# Palladium in the diamond structure: what a moment of 0.4 μB does to the equation of state

Three energy scales are worth keeping in mind. A pressure of 1 GPa acting through 1 Å³ does $10^{-21}\,\mathrm{J}/(1.602\times10^{-19}\,\mathrm{J/eV}) = 6.24$ meV of work, and 1 % of this cell is about a quarter of an Å³ per atom. Changing the volume by 12 % costs 50 to 90 meV per atom. The exchange energy of a moment $m \approx 0.4\ \mu_B$, with a rough recalled Stoner parameter $I \approx 0.7$ eV, is of order $Im^2/4$, a few tens of meV, while the smearing widths are 50 meV for the ferromagnetic start and 100 meV for the non-magnetic one. The three scales overlap, so neither magnetism nor smearing can be dismissed beforehand. The net effect of each may still be much smaller, because the exchange energy is partly paid back as the cost of polarising the band.

Pd in the diamond structure, computed with Ansatz 0.2.0: BLYP, scalar-relativistic plane-wave PAW, 420 eV cutoff, 10×10×10 k mesh, Fermi-Dirac smearing of 0.05 eV (ferromagnetic start) or 0.1 eV (non-magnetic start). Energies are extrapolated to zero smearing and count from each start's own relaxed cell (scale 1); pressures are at the given smearing, positive in compression.

| volume scale | energy change, ferromagnetic start (meV/atom) | pressure, ferromagnetic start (GPa) | largest site moment, ferromagnetic start (μB) | energy change, non-magnetic start (meV/atom) | pressure, non-magnetic start (GPa) |
| --- | --- | --- | --- | --- | --- |
| 0.88 | 85.5 | 10.12 | 0.43 | 82.8 | 9.97 |
| 0.92 | 34.3 | 5.90 | 0.43 | 32.9 | 5.78 |
| 0.96 | 7.5 | 2.57 | 0.43 | 7.1 | 2.52 |
| 1.00 | 0.0 | 0.00 | 0.43 | 0.0 | 0.00 |
| 1.04 | 7.2 | -1.97 | 0.43 | 7.3 | -1.94 |
| 1.08 | 25.7 | -3.48 | 0.42 | 25.5 | -3.44 |
| 1.12 | 52.8 | -4.64 | 0.41 | 52.3 | -4.59 |

The volume scale $s$ is the volume divided by that of the relaxed cell of the same column group, and $x = s-1$. The results are scalar-relativistic BLYP for a hypothetical structure held in its symmetry. The ferromagnetic runs end ferromagnetic with two equal site moments in every row; in the non-magnetic runs spin is switched off, so their zero moment is imposed. The printed output of the analysis follows this text.

## 1. Which costs more, 12 % of compression or 12 % of expansion, and why?

Compression: 85.5 against 52.8 meV for the ferromagnetic start, a ratio of 1.62, and 1.58 without spin. The cause is standard: the repulsion from overlapping filled shells and confined valence electrons grows steeply as atoms approach, whereas the attraction fades gently as they part.

The size follows from two constants. Let the bulk modulus be $B$ at zero pressure and rise as $B + B'P$. With $V = V_0(1+x)$,

$$\frac{dP}{dx} = -\frac{B+B'P}{1+x} \approx -B + B(B'+1)x ,$$

and integrating twice, with $E = -V_0\int P\,dx$,

$$E \approx \tfrac12 B V_0 x^2\left[1-\tfrac13 (B'+1)\,x\right].$$

A third-order Birch-Murnaghan fit to all seven ferromagnetic pressures gives $B = 55.9$ GPa and $B' = 5.42$. The harmonic part at $|x| = 0.12$ is $\tfrac12 \times 55.9 \times 26.06 \times 6.24 \times 0.0144 = 65.5$ meV, and the correction is $6.42 \times 0.12/3 = 0.257$, which gives 82.3 meV in compression and 48.6 meV in expansion. The pressures of these two rows entered the fit; their energies did not. The model is low on both sides, by 4 % and 8 % of the table values, as expected when the next even power of $x$ is dropped. The asymmetry, which is the odd part, comes out well: $82.3-48.6 = 33.7$ meV against $85.5-52.8 = 32.7$ meV.

A diatomic Morse bond is a useful analogy. Suppose each atom were tied to its neighbours by Morse springs of length $r_0$ and decay constant $a$, so that $E \propto \epsilon^2(1-ar_0\epsilon)$ for a bond strain $\epsilon$. Since $\epsilon = x/3 - x^2/9$, this gives $E \propto x^2[1-(2+ar_0)x/3]$, or $B' = 1 + ar_0$. Perfectly harmonic springs would give $B' = 1$, and $B' \approx 5.4$ corresponds to $ar_0 \approx 4.4$, a strongly anharmonic bond. The analogy covers uniform scaling only. A metal's energy is no sum of pair bonds, and springs between nearest neighbours alone would leave this four-coordinated lattice with no resistance to shear.

## 2. How stiff is the cell, and does the moment stiffen it?

$B$ is about 56 GPa for the ferromagnetic start and about 55 GPa without spin. The third digit depends on the route: Birch-Murnaghan or Vinet on the pressures, Birch-Murnaghan on the energies and the plain difference of the rows 0.96 and 1.04 span 55.9 to 56.8 GPa in the first case and 55.1 to 55.8 GPa in the second. The three-parameter fits put $B'$ at 5.4 to 5.5. Fixing $B' = 4$ fails by 0.3 GPa at both ends, against a rounding of 0.005 GPa. The data do not choose between Birch-Murnaghan and Vinet. The ferromagnetic pressures are the rougher set, with a misfit of 0.02 to 0.03 GPa at 0.92 in both forms; the narrower smearing on the same k mesh is a plausible cause, but that is a guess.

The ferromagnetic cell is the stiffer by each route, by 1.4 % in the Birch-Murnaghan pressure fits. It is also the smaller: the Ewald energies of the two relaxed cells, which scale as $V^{-1/3}$, give a volume ratio of 1.00207. Since $d\ln B/d\ln V = -B'$, that alone is worth $5.42 \times 0.207\ \% = 1.1\ \%$. What remains is below the spread of the fits, so no stiffening by the moment at fixed volume is shown.

For scale, real fcc palladium has roughly 15 Å³ per atom and a bulk modulus near 190 GPa (rough recalled values). For palladium, four neighbours in place of twelve leave an open, soft lattice. Carbon in the same structure is very stiff, so the number of neighbours does not set the stiffness alone.

## 3. Why is the pressure not the slope of the energy column?

With smearing, the quantity whose volume derivative is the pressure is the free energy $F = E - TS$. For a smooth density of states $g$ at the Fermi level and a width $\sigma$, the Sommerfeld expansion gives $TS = (\pi^2/3)g\sigma^2$, with $E$ raised by half of this and $F$ lowered by half. The tabulated energy is the extrapolation $E_0 = F + TS/2$, so

$$P = -\frac{dE_0}{dV} + \frac12\frac{d(TS)}{dV}.$$

Expansion narrows the bands and raises $g$, so the second term should be positive. In the ferromagnetic runs $TS$ rises from each row to the next, and the term is 0.05 to 0.08 GPa. Without spin, the fitted pressure integrated from 0.88 to 1.00 gives 85.2 meV where the energy column has 82.8; the gap of 2.39 meV matches half the change of $TS$ in those two runs, 2.41 meV. For the ferromagnetic start the pair is 1.00 and 1.15 meV. As the half rule is how $E_0$ is defined, this agreement checks that stress and energy are consistent and does not test the extrapolation. Row by row the comparison fails once in sign: at 0.88 the ferromagnetic pressure lies 0.02 GPa below the fitted energy slope, at the end of the range where a fitted slope is weakest.

One consequence is visible in the table. The minimum of $E_0$ lies below scale 1 by the entropy pressure over $B$: $0.105/55 \approx 0.002$ without spin, and the fit puts it at 0.9981. This is why the non-magnetic energy at 0.96 (7.1 meV) is below that at 1.04 (7.3 meV), against the asymmetry of question 1. With the narrower smearing the shift is smaller (0.9988) and the usual order holds.

## 4. Is the gap of 2.7 meV between the energy columns at 0.88 a magnetic effect?

Not as it stands, because equal scale is not equal volume. The difference in cell size may itself owe something to magnetism as well as to the unequal smearing, but it has to be taken out first. The non-magnetic cell is larger by 0.054 Å³ per atom at scale 1, or $0.88 \times 0.054 = 0.048$ Å³ at 0.88. Squeezing it by that amount against about 10 GPa costs $10 \times 0.048 \times 6.24 = 3.0$ meV; the fit to the non-magnetic energies gives 2.95 meV. This covers the whole gap with 0.2 to 0.3 meV to spare, and it does the same within 0.4 meV at 0.92 and 0.96. The gap also depends on which energy is compared: in free energies it is $86.7-85.2 = 1.5$ meV.

On the expansion side the argument fails. The pressure is negative there, so cell size alone would put the ferromagnetic column 1.7 meV below the other at 1.12, whereas it lies 0.5 meV above. The remainder of 2.2 meV is well above rounding and belongs to magnetism, to the unequal smearing, or to both. The single negative column gap, −0.1 meV at 1.04, is of the size of the rounding and needs no cause.

## 5. Which state lies lower?

Each energy column counts from its own zero. The absolute energies of the runs put the ferromagnetic state 4.0 meV per atom lower at scale 1. At equal volume it is lower in all seven rows, by 4.3 to 4.4 meV for the three compressed rows and by a shrinking amount on expansion, 1.8 meV at 1.12.

The sign is plausible and the size is not secure. The extrapolations $TS/2$ are 9.9 and 44.5 meV at scale 1, so an error of a tenth in the larger would remove the offset. The half rule is exact only to order $\sigma^2$, and there is a hint that this order does not suffice or that $g$ differs between the states: doubling $\sigma$ at equal $g$ would multiply $TS$ by 4, and the runs show 4.5 at scale 1 and 4.8 at 0.88. The free energies cannot decide either, since their offset of +30.6 meV mostly reflects the two widths. What the runs do show is that the moment survives self-consistency at $\sigma = 0.05$ eV in every row.

Stoner theory argues why the net gain is small. Polarising the band costs $m^2/2g$ and gains $Im^2/4$, so a moment appears when $Ig/2 > 1$. The non-magnetic entropy implies $g \approx 2.7$ states per eV and atom, and the product is about 0.9 with the rough $I$. Because this $g$ is averaged over several tenths of an eV, the number says only that the system is near threshold, where two terms of tens of meV nearly cancel. Semilocal functionals tend to overstate magnetism in palladium, whose real fcc phase is paramagnetic, and only the ferromagnetic order was started, so the magnetic ground state of this lattice is not fixed here.

## 6. Why does the moment neither grow on expansion nor collapse on compression?

The unrounded site moments fall at every step, from 0.435 μB at 0.88 through 0.429 at 1.00 to 0.412 at 1.12. That is 5.2 % over a 27 % growth of volume, with $d\ln m/d\ln V$ steepening from −0.10 below scale 1 to −0.36 above. The usual rule runs the other way: the d-band width falls roughly as $V^{-5/3}$, $g$ rises, and the moment grows. In this range the moment does not follow that rule.

A picture that fits is a saturated moment. If the exchange splitting, of order $Im \approx 0.3$ eV, lifts the Fermi level past the top of the majority d band, the moment equals the number of d holes and no longer depends on the band width. Palladium has holes only because the broad sp band takes electrons from the d band, and the free atom is 4d¹⁰ with no moment, so expansion should refill the d shell and reduce $m$. This is a guess as to cause. One observation agrees with it without proving it: the non-magnetic $TS$ grows by only 6 % from 0.88 to 1.00 (0.169 to 0.178 eV per cell), where pure narrowing would give $(1/0.88)^{5/3}$, about 24 %. The ferromagnetic entropy gives no clear support. It implies $g \approx 2.4$ states per eV and atom, hardly less than the 2.7 without spin, and with a full majority d band nearly all of this would have to come from the minority band. A spin-resolved density of states would test the picture directly. The near-flat stretch of the site moment between 0.92 and 1.00 may come from the k mesh and should not be read as physics.

Theory expects the moment to vanish on both sides eventually, by band broadening under compression and by the closed shell at large separation; neither limit is reached here. For neighbours, the picture suggests that nickel, whose atom keeps an open d shell, should gain moment on expansion, and that silver, with a full d band, should have none near its ordinary volume, although the free silver atom has an unpaired s electron. Platinum has wider bands and strong spin-orbit coupling, which a scalar-relativistic run would miss.

## 7. Which digits can be trusted, and what would equal smearing change?

As numbers of this calculation, the energies follow smooth curves to 0.1 meV and the pressures to 0.03 GPa; $B$ deserves two figures, as do $B'$ and the moment. The downward drift of the moment exceeds its rounding; its fine steps do not merit interpretation. Differences between the two starts are not magnetic quantities as printed.

If the non-magnetic runs were repeated at 0.05 eV, the $\sigma^2$ law argues that their entropy pressure at scale 1 would drop from about 0.11 to about 0.03 GPa. This is a rough estimate, since the ferromagnetic runs have about 0.08 GPa at that same width. If it holds, the cell would shrink by $0.08/55 \approx 0.14\ \%$, two thirds of the present difference of 0.21 %, the gaps of question 4 on the compression side would shrink with it, and the extrapolation would fall to about 11 meV, close enough to the ferromagnetic one for much of its error to cancel. A wider smearing in the spin-polarised runs would blur structure in $g$ and should weaken the moment.

As statements about nature, the absolute volume and stiffness carry larger errors than any of this. BLYP generally underbinds transition metals, which means larger and softer cells, and it runs here on datasets made for PBE, without spin-orbit coupling or zero-point motion. A positive $B$ shows stability against uniform scaling only, so the lattice may still be dynamically unstable.

Numerical output:

```
rounding floor: 0.05 meV, 0.005 GPa, 0.005 muB; scales +0.88 +0.92 +0.96 +1.00 +1.04 +1.08 +1.12
V_NM/V_FM: Ewald 1.00207 (dV 0.054 A^3), stated volumes 1.00230
FM BM3 on E: min at scale 0.9988, Emin +0.02 meV, B 56.6 GPa, B' 5.49
   E residual meV   -0.03 +0.10 -0.08 -0.03 +0.02 +0.04 -0.03
   BM3 on P: scale0 1.0003 B 55.9 GPa B' 5.42; resid GPa -0.016 +0.032 +0.001 -0.016 -0.012 +0.001 +0.010; worst row 0.92
   Vinet on P: scale0 1.0002 B 56.1 GPa B' 5.45; resid GPa -0.010 +0.022 -0.004 -0.012 -0.003 +0.006 +0.001; worst row 0.92
   B'=4 on P: scale0 1.0045 B 56.9 GPa B' 4.00; resid GPa +0.301 -0.066 -0.256 -0.261 -0.128 +0.086 +0.341; worst row 1.12
   B from rows 0.96/1.04 56.8 GPa; E(0.88)/E(1.12) 1.62; |P| ratio 2.18
   harmonic at +-12%: 65.5 meV; with cubic term 82.3 / 48.6; table 85.5 / 52.8
   P table - slope of E fit, GPa -0.020 +0.074 +0.070 +0.067 +0.076 +0.088 +0.091
   0.88->1.00: int P dV 86.5, E 85.5, gap 1.00, dTS/2 1.15 meV; F diff 86.7; mean entropy P 0.059 GPa
   at 1.00: TS/2 9.9 meV/atom; Sommerfeld g 2.41 states/eV/atom
NM BM3 on E: min at scale 0.9981, Emin -0.01 meV, B 55.3 GPa, B' 5.51
   E residual meV   -0.00 +0.02 -0.03 -0.01 +0.05 -0.04 +0.01
   BM3 on P: scale0 1.0001 B 55.1 GPa B' 5.42; resid GPa -0.005 +0.010 -0.001 -0.006 -0.001 -0.000 +0.002; worst row 0.92
   Vinet on P: scale0 1.0000 B 55.3 GPa B' 5.45; resid GPa +0.002 -0.000 -0.006 -0.002 +0.008 +0.005 -0.007; worst row 1.04
   B'=4 on P: scale0 1.0044 B 56.1 GPa B' 4.00; resid GPa +0.307 -0.087 -0.254 -0.246 -0.115 +0.084 +0.328; worst row 1.12
   B from rows 0.96/1.04 55.8 GPa; E(0.88)/E(1.12) 1.58; |P| ratio 2.17
   harmonic at +-12%: 64.7 meV; with cubic term 81.3 / 48.1; table 82.8 / 52.3
   P table - slope of E fit, GPa +0.113 +0.137 +0.123 +0.105 +0.092 +0.072 +0.052
   0.88->1.00: int P dV 85.2, E 82.8, gap 2.39, dTS/2 2.41 meV; F diff 85.2; mean entropy P 0.123 GPa
   at 1.00: TS/2 44.5 meV/atom; Sommerfeld g 2.71 states/eV/atom
FM entropy pressure by row, GPa +0.046 +0.049 +0.066 +0.081 +0.081 +0.079 +0.079
TS ratio NM/FM at 0.88, 1.00: +4.81 +4.49 (sigma^2 law, equal g: 4)
E FM-NM columns, meV         +2.7 +1.4 +0.4 +0.0 -0.1 +0.2 +0.5
cell-size shift of NM, meV   +2.95 +1.77 +0.80 -0.02 -0.70 -1.26 -1.74
E FM-NM absolute, same scale -1.3 -2.6 -3.6 -4.0 -4.1 -3.8 -3.5
E FM-NM absolute, same vol.  -4.3 -4.4 -4.4 -4.0 -3.4 -2.6 -1.8
at 1.00: E offset -4.03 meV; free-energy offset +30.6 meV (unequal smearing)
P FM-NM same scale, GPa +0.15 +0.12 +0.05 +0.00 -0.03 -0.04 -0.05
P FM-NM same volume, GPa -0.07 -0.06 -0.09 -0.11 -0.12 -0.11 -0.11
B FM vs NM (BM3 on P): +1.4 %
site moment steps muB -0.0041 -0.0006 -0.0008 -0.0031 -0.0057 -0.0085
cell moment steps muB -0.0160 -0.0045 -0.0005 -0.0042 -0.0121 -0.0204
site moment 0.88->1.12 -5.2 %, cell -6.4 %; volume +27.3 %
dln m/dln V: 0.88-1.00 -0.10, 1.00-1.12 -0.36
Stoner I*g/2 with rough recalled I=0.7 eV: 0.9 (order of magnitude only)
```
